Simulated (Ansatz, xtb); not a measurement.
Ligand exchange: C3H9B + C2H8OSi → C2H7BO + C3H10Si

Species: C3H9B `CBCC`, singlet; C2H8OSi `CC[SiH2]O`, singlet; C2H7BO `CCBO`, singlet; C3H10Si `CC[SiH2]C`, singlet. The partners trade CH3 for OH: B–CH3 and Si–OH bonds give way to B–OH and Si–CH3.

Shapes, held fixed at every level: PBE0-D4/def2-TZVP. Flexible molecules stand in one conformer, not always the lowest. Programs: Ansatz 0.2.0, xtb 6.7.1. The zero-point and thermal change to 298 K, harmonic and unscaled (PBE0-D4/def2-TZVP), is +4.7 kJ/mol.

```
                level                    kind  ΔH(298 K) (kJ/mol)  less CCSD(T)/CBS estimate  CPU time (sum over the molecules)
             GFN1-xTB          semi-empirical              +106.0                     +144.5                             0.15 s
   PBE0-D4/def2-TZVPP           global hybrid               -42.6                       -4.1                               42 s
r2SCAN0-D4/def2-TZVPP           global hybrid               -38.0                       +0.5                               66 s
   wB97M-V/def2-TZVPP  range-separated hybrid               -39.7                       -1.2                            2.5 min
         MP2/def2-SVP     perturbation theory               -65.9                      -27.4                                  –
     CCSD(T)/def2-SVP   coupled cluster or CI               -68.3                      -29.8                               56 s
        CCSD/def2-SVP   coupled cluster or CI               -65.6                      -27.1                                  –
 CCSD(T)/CBS estimate   coupled cluster or CI               -38.5                        0.0                             36 min
```

The highest level, CCSD(T)/CBS estimate, gives ΔH(298 K) = -38.5 kJ/mol; the levels span -68.3 to +106.0. They disagree on the sign: 1 of 8 are positive. GFN1-xTB strays far from the other rows. The column of differences is taken from that level and isn't an error. No measured value is set beside it here. The CBS estimate extrapolates MP2 from def2-TZVPP and def2-QZVPP and adds CCSD(T) − MP2 in the triple-zeta set, cores frozen. Times are processor times on shared x86 and Arm servers, and rough.

Hydroxyl prefers boron to silicon in this exchange, with the reaction exothermic by 38.5 kJ/mol at the highest level. The main reason is probably π bonding: tricoordinate boron has an empty p orbital that accepts an oxygen lone pair, whereas methyl offers it only weaker hyperconjugation. Silicon also forms a strong, polar bond to oxygen, but its four σ bonds leave only σ* orbitals as acceptors, so it gains less from the lone pairs.

The three hybrid functionals reproduce this balance closely. In the small def2-SVP basis, MP2, CCSD and CCSD(T) agree well with one another yet all exaggerate the exothermicity, so the basis set matters far more here than the treatment of triple excitations. The positive GFN1-xTB value has the opposite sign to every other level and probably reflects an unbalanced parametrisation of the B–O and Si–O bonds. The exchange enthalpy fixes only a difference between ligand preferences, not the strength of any single bond or the ease of the exchange.
